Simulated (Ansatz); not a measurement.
# SrCa: phonon heat capacity and phonon entropy against temperature

Harmonic phonon free energy (zero-point part included), entropy and heat capacity at constant volume from interpolated force constants; periodic cell, basis, potentials, k mesh and filling as listed. The results are calculated, by Ansatz 0.2.0.

Structure of every row (space group P-6m2, No. 187):
```
CELL_PARAMETERS angstrom
4.12830 0.00000 0.00000
-2.06420 3.57520 0.00000
0.00000 0.00000 6.78870
ATOMIC_POSITIONS crystal
Sr 0.66667 0.33333 0.50000
Ca 0.00000 0.00000 0.00000
```

Settings of every row: functional LDA; dispersion none; potentials PAW; wave cutoff 517.02 eV; density cutoff 2068.1 eV; k mesh 8x8x4; k shift 0x0x0; occupations fermi dirac; smearing width 0.1 eV; spin none; phonon method finite displacements; phonon supercell 2x2x2; dipole term of polar modes left out.

Limits: coarse k mesh, up to 40 meV an atom off; volume not checked for rest; the cell comes from a prototype or a list of computed structures and needn't be the stable phase.

| row | temperature (K) | phonon heat capacity (k_B/atom) | phonon entropy (k_B/atom) | phonon free energy (meV/atom) |
| --- | --- | --- | --- | --- |
| 1 | 200 | 2.92 | 4.983 | -32.78 |
| 2 | 300 | 2.964 | 6.176 | -81.2 |
| 3 | 400 | ? | ? | ? |
| 4 | 500 | 2.987 | 7.697 | -201.84 |
| 5 | 600 | 2.991 | 8.242 | -270.59 |

Question: what phonon heat capacity and phonon entropy should row 3 give?

Worked fit of phonon heat capacity. At high temperature a harmonic heat capacity falls short of its limit by a term in 1/T², so take t = (100 K / T)². The shown rows have t = 0.25, 0.11111, 0.04, 0.02778. Least squares give phonon heat capacity = 3.0001 − 0.3284 × t + 0.032 × t² k_B/atom; a straight line predicts inner rows, each left out in turn, worse (root mean square 0.00025 against 4e-05 k_B/atom). All shown rows lie on it to the printed digit. The constant, 3.0001 k_B/atom, is to be held against the harmonic limit of 3 k_B an atom. The withheld row has t = 0.0625, so the fit gives 3.0001 − 0.3284 × (0.0625) + 0.032 × (0.0625)² = 2.980 k_B/atom.

The calculation gave 2.979 k_B/atom. The fit lies 0.001 k_B/atom (1.4 % of the column's range) above it, one unit of the last digit.

Worked fit of phonon entropy. Entropy rises as the heat capacity times the change of ln T, so take t = ln(T / 300 K). The shown rows have t = -0.4055, 0, 0.5108, 0.6931. Least squares give phonon entropy = 6.1766 + 2.9576 × t + 0.0336 × t² k_B/atom; a straight line predicts inner rows, each left out in turn, worse (root mean square 0.0064 against 0.0023 k_B/atom). The rows lie off it by 0.000, -0.001, 0.001, -0.001. The slope at t = 0, 2.96 k_B/atom, estimates the heat capacity at 300 K. The withheld row has t = 0.2877, so the fit gives 6.1766 + 2.9576 × (0.2877) + 0.0336 × (0.2877)² = 7.030 k_B/atom.

The calculation gave 7.031 k_B/atom. The fit lies 0.001 k_B/atom (0.031 % of the column's range) below it, one unit of the last digit.

The other values of row 3: phonon free energy -138.28 meV/atom.
